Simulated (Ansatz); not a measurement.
# Raman-active modes of La2O3 (La2O3-type) under biaxial strain in the (0001) plane, from LDA linear response

The usual rule of thumb says that tension lowers phonon frequencies and compression raises them, in proportion to the strain. If it held for every line, any Raman line of a strained La2O3 film could serve as a strain gauge. I test it on the four Raman-active zone-centre modes, calculated with LDA from −4 to +4 % biaxial strain, with the c axis free to relax. Strain and shifts are counted from the crystal relaxed at the same level, tension positive. The rule holds for the two upper modes. It fails for the A1g mode near 200 cm⁻¹, which rises under tension, and for the Eg mode near 108 cm⁻¹, which hardly moves.

## Method

One crystal, La2O3 (La2O3-type) (known phase). It was then strained (biaxial, in the (0001) plane, that of a and b) with the free edges and the atoms relaxed; labels give the mode at rest and under strain. The structures stem from cells from the Materials Project (structure alone), directly or through a relaxation at another level; at rest, cell and atoms were relaxed at zero pressure; in the strained rows a and b were held and only c and the atoms relaxed, which leaves the in-plane stress listed in the table. All rows were relaxed at the same level, inside the symmetry of the start, with no thermal or zero-point expansion. Program: Ansatz 0.2.0, plane waves, LDA, the program's earlier default PAW potentials, scalar-relativistic without spin-orbit coupling, no spin polarisation. Wave-function cutoff 420 eV (the default for the potentials of each cell); on the k meshes (Γ-centred) the least product of divisions and cell-vector length runs from 22 to 26 Å. Occupations: fixed. Harmonic modes at natural masses come from linear response (density functional perturbation theory), with the acoustic sum rule imposed. Born charges and ε∞ come from the response to a homogeneous electric field, checked for convergence in its k mesh for the strains from -2 to +4 % (not at -4 and -3 %); the charge sum rule is imposed.

Notes on method and selection:

- Harmonic values at the static lattice; measured values carry thermal expansion and anharmonic shifts at their temperature.
- Modes are followed from row to row by the overlap of their patterns; levels that are degenerate at rest are joined across zero strain by their slopes.
- Semilocal functionals put Kohn-Sham gaps below measured gaps and, as a rule, ε∞ above measured values.
- Spin-orbit coupling is left out; it matters most with heavy elements (here La), where it changes the gap and with it ε∞, Born charges and soft modes.
- Runs that did not converge, have known faults or may not be shown are not listed, and runs on Ansatz's PAW sets soft_1 and soft_2 are kept to separate tables.

Columns:

- biaxial strain (%): biaxial strain in the (0001) plane, that of a and b, tension positive.
- stress (GPa): stress along the strain, tension positive.
- free-edge strain (%): strain of the free edge.
- top LO mode (cm⁻¹): highest zone-centre mode with the macroscopic field.
- ε∞ across: ε∞ across that axis, mean.
- ε static: static dielectric constant along the normal, ions relaxed.
- Kohn-Sham gap (eV): Kohn-Sham gap, lowest empty minus highest filled level on the k mesh.
- Eg near 108 (cm⁻¹): zone-centre mode Eg (108 cm⁻¹ at rest), no LO-TO term.
- A1g near 200 (cm⁻¹): zone-centre mode A1g (200 cm⁻¹ at rest), no LO-TO term.
- A1g near 397 (cm⁻¹): zone-centre mode A1g (397 cm⁻¹ at rest), no LO-TO term.
- Eg near 408 (cm⁻¹): zone-centre mode Eg (408 cm⁻¹ at rest), no LO-TO term.

## The series

| member | biaxial strain (%) | stress (GPa) | free-edge strain (%) | top LO mode (cm⁻¹) | ε∞ along the normal | ε∞ across | ε static | Kohn-Sham gap (eV) | Eg near 108 (cm⁻¹) | A1g near 200 (cm⁻¹) | A1g near 397 (cm⁻¹) | Eg near 408 (cm⁻¹) |
| --- | --- | --- | --- | --- | --- | --- | --- | --- | --- | --- | --- | --- |
| −4.0 % | −4 | −11.47 | 5.32 | 602.1 | 4.735 | 4.957 | 22.82 | 3.49 | 106.2 | 191.2 | 423.6 | 450.3 |
| −3.0 % | −3 | −8.30 | 4.01 | 592.8 | 4.763 | 4.940 | 23.42 | 3.60 | 106.8 | 193.5 | 416.1 | 440.3 |
| −2.0 % | −2 | −5.33 | 2.68 | 583.1 | 4.798 | 4.928 | 23.97 | 3.69 | 107.3 | 195.7 | 409.2 | 429.9 |
| −1.0 % | −1 | −2.56 | 1.35 | 573.2 | 4.835 | 4.921 | 24.48 | 3.79 | 107.7 | 197.7 | 402.8 | 418.9 |
| +0.0 % | 0 | 0.00 | 0.00 | 563.1 | 4.876 | 4.919 | 24.93 | 3.76 | 107.9 | 199.7 | 396.9 | 407.8 |
| +1.0 % | 1 | 2.35 | −1.37 | 552.9 | 4.919 | 4.922 | 25.33 | 3.66 | 108.0 | 201.6 | 391.4 | 396.6 |
| +2.0 % | 2 | 4.48 | −2.77 | 542.7 | 4.963 | 4.930 | 25.71 | 3.56 | 107.9 | 203.3 | 386.2 | 385.3 |
| +3.0 % | 3 | 6.40 | −4.19 | 532.7 | 5.006 | 4.944 | 26.09 | 3.47 | 107.6 | 204.9 | 381.1 | 374.1 |
| +4.0 % | 4 | 8.12 | −5.60 | 533.7 | 5.047 | 4.964 | 26.46 | 3.38 | 107.1 | 206.3 | 376.3 | 362.9 |

Least-squares fits to the whole series, with x = biaxial strain (%); R² and errors in the fitted variable (y, or ln y where the fit is in ln y):

| y | members | fit | R² | rms residual | leave-one-out rms | the same for the mean of the others |
| --- | --- | --- | --- | --- | --- | --- |
| Eg near 408 (cm⁻¹) | 9 | y = 407.34 − 10.995 x | 1.00 | 0.50 | 0.72 | 32 |
| A1g near 397 (cm⁻¹) | 9 | y = 398.2 − 5.860 x | 0.99 | 1.1 | 1.6 | 17 |

## The trend and its physics

Between the −1 and +1 % rows the Eg mode near 408 cm⁻¹ shifts by (396.6 − 418.9) / 2 = −11.15 cm⁻¹ per % of strain. In the same unit, the A1g mode near 397 cm⁻¹ shifts by (391.4 − 402.8) / 2 = −5.7, the A1g mode near 200 cm⁻¹ by (201.6 − 197.7) / 2 = +1.95 and the Eg mode near 108 cm⁻¹ by (108.0 − 107.7) / 2 = +0.15. Neither Eg doublet splits, because equal strain along a and b keeps the threefold axis.

The simplest model starts from the force constants, which set the squared frequency ω².

1. I assume that ω² changes linearly with each strain component: ω² = ω₀² + P(εxx + εyy) + Q εzz. Terms that would split a doublet need εxx ≠ εyy or a shear, and both are absent.
2. The strain is biaxial, so εxx = εyy = ε.
3. The free c axis responds as εzz = −rε. The rows at ±1 % give r = (1.35 + 1.37) / 2 = 1.36.
4. Together these give ω² = ω₀² + Sε, with S = 2P − rQ.

Two parameters remain for each mode, ω₀ and S. If lengthening either axis softens a mode, P and Q are both negative. Stretching the plane then lowers the frequency, while the accompanying contraction of c raises it. In that case the sign of S tells which contribution wins: the plane for the two upper modes, the c axis for the A1g mode near 200 cm⁻¹. In the Eg mode near 108 cm⁻¹ they nearly cancel, or both are small. This series fixes only the combination S, since a and c never vary independently.

The unequal slopes also reverse the order of the upper pair. The Eg mode lies 396.6 − 391.4 = 5.2 cm⁻¹ above the A1g mode at +1 % and 386.2 − 385.3 = 0.9 cm⁻¹ below it at +2 %. Under tension I would therefore assign these lines by polarisation, not by their order.

## Testing the model

I fix the model for the Eg mode near 408 cm⁻¹ on the crystal at rest and the +2 % member.

ω₀² = 407.8² = 166301 cm⁻²

S = (385.3² − 407.8²) / 2 = −8922 cm⁻² per %

Four other members follow:

- **−4 %:** √(166301 + 4 × 8922) = 449.4 cm⁻¹; the table has 450.3.
- **−2 %:** √(166301 + 2 × 8922) = 429.1 cm⁻¹; the table has 429.9.
- **+3 %:** √(166301 − 3 × 8922) = 373.5 cm⁻¹; the table has 374.1.
- **+4 %:** √(166301 − 4 × 8922) = 361.4 cm⁻¹; the table has 362.9.

Over all seven members not used to fix it, the model has an rms miss of 0.8 cm⁻¹, against 32 cm⁻¹ over all nine when each member is guessed from the mean of the others. A straight line in ω through the same two members misses by 1.1 cm⁻¹. The square form is better at −4 % and the straight line at +4 %, so for practical use I see little to choose between them.

To read strain from a line, I turn the formula round: ε = (407.8² − ω²) / 8922, in %. The computed line at −3 %, 440.3 cm⁻¹, gives (407.8² − 440.3²) / 8922 = −3.09 %, an error of 0.09 % in strain.

## Exceptions

Largest departures from the fit to the whole series:

| member | Eg near 408 (cm⁻¹) | fit | computed − fit | in rms residuals |
| --- | --- | --- | --- | --- |
| −4.0 % | 450.3 | 451.3 | −1.0 | 2.0 |
| −2.0 % | 429.9 | 429.3 | +0.6 | 1.1 |
| −1.0 % | 418.9 | 418.3 | +0.6 | 1.1 |
| +0.0 % | 407.8 | 407.3 | +0.5 | 0.9 |

The same recipe does less well for the A1g mode near 397 cm⁻¹. Its slope is S = (386.2² − 396.9²) / 2 = −4190 cm⁻² per %, which gives √(396.9² + 4 × 4190) = 417.5 cm⁻¹ at −4 %. The table has 423.6, so the model is 423.6 − 417.5 = 6.1 cm⁻¹ too low.

The assumption that fails is probably linearity of the force constants, since the ratio r changes only from 5.32 / 4 = 1.33 at −4 % to 5.60 / 4 = 1.40 at +4 %. Repulsion between the two A1g modes cannot be the whole cause, because mixing leaves the sum of their ω² unchanged, and that sum is itself curved: from rest to −4 % it rises by 423.6² + 191.2² − 396.9² − 199.7² = 18585 cm⁻², but to +4 % it falls by only 396.9² + 199.7² − 376.3² − 206.3² = 13248 cm⁻². Bonds that stiffen faster when shortened than they soften when stretched would give this sign.

For the Eg mode near 108 cm⁻¹ the linear term S is small and curvature takes over: the frequency is 106.2 cm⁻¹ at −4 %, 108.0 at +1 % and 107.1 at +4 %.

The top LO column falls by 9.3 to 10.2 cm⁻¹ per row, then rises by 1.0 at +4 %. It lists whichever mode is highest, so a different polar mode has probably taken over there.

## Conclusions and limits

From −4 to +4 % the Eg mode near 408 cm⁻¹ is the best gauge of the four: it has the steepest shift and is nearly linear. The model's small misses show only how well the formula reproduces these LDA frequencies. The series holds no measured line and no second functional, so it gives neither the sign nor the size of the LDA error, whether in the frequency at rest or in the slope. Thermal shifts are not calculated either. Warming usually lowers such a line, and each 1 cm⁻¹ of lowering would be misread as about 1 / 11 = 0.09 % tension. I would therefore apply the calculated slope to the shift from an unstrained sample measured at the same temperature, and not compare absolute frequencies. That removes an offset common to both samples, but not an error in the slope itself.
